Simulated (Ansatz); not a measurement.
## From Si(OH)3 to SiF3: predicting a member

Gas-phase molecules. On one Si centre, n of the OH ligands are replaced by F. The dipole moment y in D at wB97M-V/def2-TZVPP. Shapes: PBE0-D4/def2-TZVP. Flexible molecules stand in one conformer, not always the lowest. Programs: Ansatz 0.2.0.

| molecule | n | y (D) |
| --- | --- | --- |
| Si(OH)3 | 0 | 0.98 |
| Si(OH)2F | 1 | ? |
| Si(OH)F2 | 2 | 2.40 |
| SiF3 | 3 | 1.20 |

Question: Fit y = c + s·n to the known rows and predict Si(OH)2F.

Answer: 
1. Means of the 3 rows: n = 1.66667, y = 1.527.
2. Σ(Δn)² = 4.6667, Σ(Δn·Δy) = 0.76667, so the slope is 0.76667/4.6667 = 0.16429.
3. Intercept: 1.527 − (0.16429) × 1.66667 = 1.253. The largest residual of the fit is 0.82.
4. Si(OH)2F: 1.253 + (0.16429) × 1 = 1.42 D.

The run gave 2.57 D, so the prediction is off by -1.15 D, more than the largest residual. The steps per swap are uneven (+1.59, -0.17, -1.20), so a line is a poor model. Dipoles add as vectors. Other levels give for Si(OH)2F: PBE-D4/def2-TZVPP 2.42; B3LYP-D4/def2-TZVPP 2.56 D. Open shells run unrestricted. The series isn't monotonic at this level.

The two mixed radicals are far more polar than either end member, so the dipole follows the arrangement of the ligands rather than the fluorine count. Silyl radicals with electronegative substituents are pyramidal. In SiF3 the transverse parts of the three equal Si–F bond moments cancel, leaving only an axial component, which the unpaired electron's lobe on silicon partly offsets. Mixing F and OH removes this balance. Hydroxyl adds a polar O–H bond pointing away from the Si–O axis, so its contribution turns with the torsion; the large moments of the mixed members probably owe as much to hydroxyl orientation as to the difference between Si–F and Si–O polarity. The small moment of Si(OH)3 suggests that its hydroxyl contributions largely offset one another. For Si(OH)2F, all three functionals lie well above the fitted value, so the miss stems from the linear model rather than the choice of functional. The totals alone don't show how the charge on silicon changes with fluorination.
